# Five titanium planes and the states just above the Fermi level

## The puzzle

A slab of titanium five atomic planes thick has empty electron states just above its Fermi level. Taken together, these states are spread over all the planes, but unevenly. Suppose the five shares are known and the order of the planes is lost. How much of the order can be recovered by physics alone?

Ansatz 0.2.0, PBE with plane waves and PAW, scalar-relativistic, without spin polarization; cutoff 420 eV, 27 × 27 × 1 k mesh, Gaussian smearing 0.1 eV. The system is a clean five-plane Ti(001) slab, relaxed with the two lowest planes held. Shares are of all states from 0 to 0.25 eV above the Fermi level, each counted full; planes are numbered from the bottom. Candidates: 1, 3, 5, 2, 4.

```
row  plane share
  A        0.306
  B        0.164
  C        0.137
  D        0.245
  E        0.148
```

The plane share is the fraction of all states in the energy window that sits on one plane. The five fractions add up to one, so an even spread would put 0.20 on each. The plane formula is titanium throughout, which leaves position as the only thing that tells the planes apart. The candidates are numbered from the bottom: 1 and 5 are the two faces, 3 is the middle.

Two facts about the slab help. Before any atom moves, its stacking ABABA has a mirror through the middle plane, so that planes 1 and 5 are equivalent, and so are 2 and 4. The calculation then held the two lowest planes at their positions in the bulk crystal and let the upper three relax. The top plane moved inward, which left the uppermost spacing about 8% shorter than the held one at the bottom.

## The sure step: A and D are the faces

The values fall into two groups. A and D hold 0.306 and 0.245, while the other three lie within 0.027 of one another. The gap between the groups is 0.081, three times that inner spread. Two planes that stand apart from three suggest a mirror pair, but the mirror offers two such pairs: the faces, and the planes just below them.

Cut bonds decide between them. An atom inside the crystal has 12 near neighbours, and an atom in a face has 9. In titanium the states near the Fermi level are mostly d states, which form a band because d orbitals on neighbouring atoms couple. With fewer neighbours to couple to, the local band is narrower. It still has to hold the same number of states, so it is taller, and a window inside the band catches more of it.

This can be turned into an estimate with no adjustable constant. The mean square width of a local band is the sum of the squared couplings to the neighbours, so the width grows as the square root of their number. The height goes as the inverse:

- face plane: 1/√9 = 0.333
- inner plane: 1/√12 = 0.289
- sum over the slab: 2 × 0.333 + 3 × 0.289 = 1.533
- share of one face plane: 0.333/1.533 = 0.217

The two faces together should then hold about 0.43 of the states, against 0.40 for an even spread. The calculation gives A and D together 0.55. The estimate has the right direction and makes the faces the better choice, but it accounts for only a small part of the excess.

## What the estimate leaves out

The estimate treats the face as a slightly narrower copy of the interior, with the same small gain throughout the middle of the band. The same calculation, read in other energy windows, shows something more selective. Between 0.25 eV below the Fermi level and the level itself, the two faces hold 0.65 of the states, which makes the assignment of A and D firm. Between 1 and 0.5 eV below it they hold 0.35, which is less than an even share.

That contrast also bears on a doubt about the method of counting. If a face plane is credited with the part of each state that leaks into the vacuum, its share may be somewhat inflated. A bias of similar size at every energy could not by itself produce the contrast, in which the faces hold more than an even share in some windows and less in others.

A likely explanation is surface states. These are states whose energy and momentum along the surface match no wave that can travel through the crystal, so they stay at the face and fade inward. The close-packed titanium surface is known to have d-like surface states near the Fermi level. The shares are compatible with them but do not single them out, because a share adds up states of every momentum along the surface.

## A probable step: A at the bottom, D at the top

In a perfectly symmetric slab A and D would be equal. Their difference of 0.061 must therefore come from the relaxation, which moved only the upper three planes. The broken symmetry allows a difference, but does not say which face gains.

The direction has to be argued. The relaxed top plane sits closer to the plane beneath it and couples to it more strongly, which should widen its local band and thin out the states near the Fermi level. The held bottom plane keeps its longer, weaker bonds. This puts A at the bottom and D at the top, as a probable assignment only, since a shift of the levels could turn the order round in so narrow a window.

## An ambiguous step: B, C and E

For the inner planes the obvious guide is decay. If surface states fade from both faces, the share should be smallest in the middle. Let j count the planes from 1 to 5 and let s, a number below one, be the factor by which a state weakens from one plane to the next. The tail from the bottom then goes as s^(j−1) and the tail from the top as s^(5−j).

For either tail, the value at the middle plane lies below the mean of its two neighbours, by an amount proportional to s(1 − s)². This holds whatever the strengths of the two tails, and an even background changes nothing. Plain decay therefore bars B, the largest of the three, from the middle and favours C, the smallest. B would then go next to the stronger face A, and E next to D.

The order from bottom to top would be A, B, C, E, D. The inner part of it rests on differences of one or two hundredths, in an energy window that holds only 96 distinct levels of the k mesh. It deserves to be called a guess.

## The labels

The rows with their labels:

```
row  plane share  plane formula
  1        0.306             Ti
  2        0.148             Ti
  3        0.164             Ti
  4        0.137             Ti
  5        0.245             Ti
```

The faces are right, and so is their order. All three inner planes are wrong. The true sequence is A, E, B, C, D, with B in the middle, the one place from which plain decay had barred it.

Now that the order is known, the decay picture can be fitted in its simplest form, without a background. A least-squares fit to all five planes, with equal tails from both faces, one common strength and one factor s, gives s ≈ 0.5. It puts 0.13 on the middle plane, where the calculation has 0.164, although that plane took part in the fit. The typical miss is as large as the whole spread of the inner planes, so the fit conveys that the faces dominate and little else. Unequal strengths and an even background would shrink the miss, but they could not lift the middle plane above the mean of its neighbours.

## Why the middle can beat its neighbours

A simpler system shows what plain decay overlooks. Take a chain of five identical atoms with one orbital each, coupled only to their nearest neighbours. In the level at the centre of its band, the amplitudes on the two neighbours of any atom must cancel. The end atoms have a single neighbour, so atoms 2 and 4 must have zero amplitude. The whole state then sits on atoms 1, 3 and 5, one third on each.

The state does not fade inward; it alternates, because it is a standing wave. In the next level of the chain the pattern is reversed: the middle atom is empty and the other four hold a quarter each. Which atom is favoured thus depends on the energy. Summed over all five levels, every atom has the same total, so a gain at one energy is paid for at another.

The slab behaves in a similar way. In the window of the table the middle plane exceeds the mean of its neighbours by 0.02, and between 0.25 and 0.5 eV by 0.06. Between 0.5 and 1 eV it falls below them by 0.03. Interference can produce such a change of sign with energy and a fixed decay does not, though the shares alone do not prove the cause.

The likeness stops at the pattern. Titanium has five d orbitals on each atom and a continuous range of motion along the planes, so many standing waves overlap in any window and blur one another. The chain explains how a middle plane can win, but it does not predict by how much, or at which energy.

## Where the upper face keeps its states

The other windows also throw light on the two faces. Between 0.5 and 1 eV the relaxed top plane leads the held bottom plane, with 0.24 against 0.19. Counted from 0.25 eV below the Fermi level to 1 eV above it, the two hold nearly the same number of states, 3.2 and 3.3 per surface cell. The top plane has therefore not lost most of the states that it lacks near the Fermi level; it has them at higher energy.

This is a warning about reading a single narrow window. The bottom plane looks richer in states chiefly because the window lies where its states are. It is also no natural surface: the calculation finds a considerable force pulling it inward, which a real face would have followed. For a surface that has been free to settle, the top plane is the better guide.

## What a thicker slab would decide

If interference lifts the middle plane, the table leaves open whether one face is enough to cause it. The tail of a surface state can oscillate while it fades, and a wave that travels through the crystal forms a standing pattern with its own reflection from a face. Either could favour the third plane from a face, the face itself counted, however thick the slab. With only five planes, the third plane from one face is also the third from the other, so the two patterns meet there. Slabs of eight to eleven planes would pull them apart. If one face is enough, the third plane should still be ahead of its neighbours in the thickest slabs; if its lead needs both faces, it should be lost as they move apart. Does the middle plane need one face, or two?
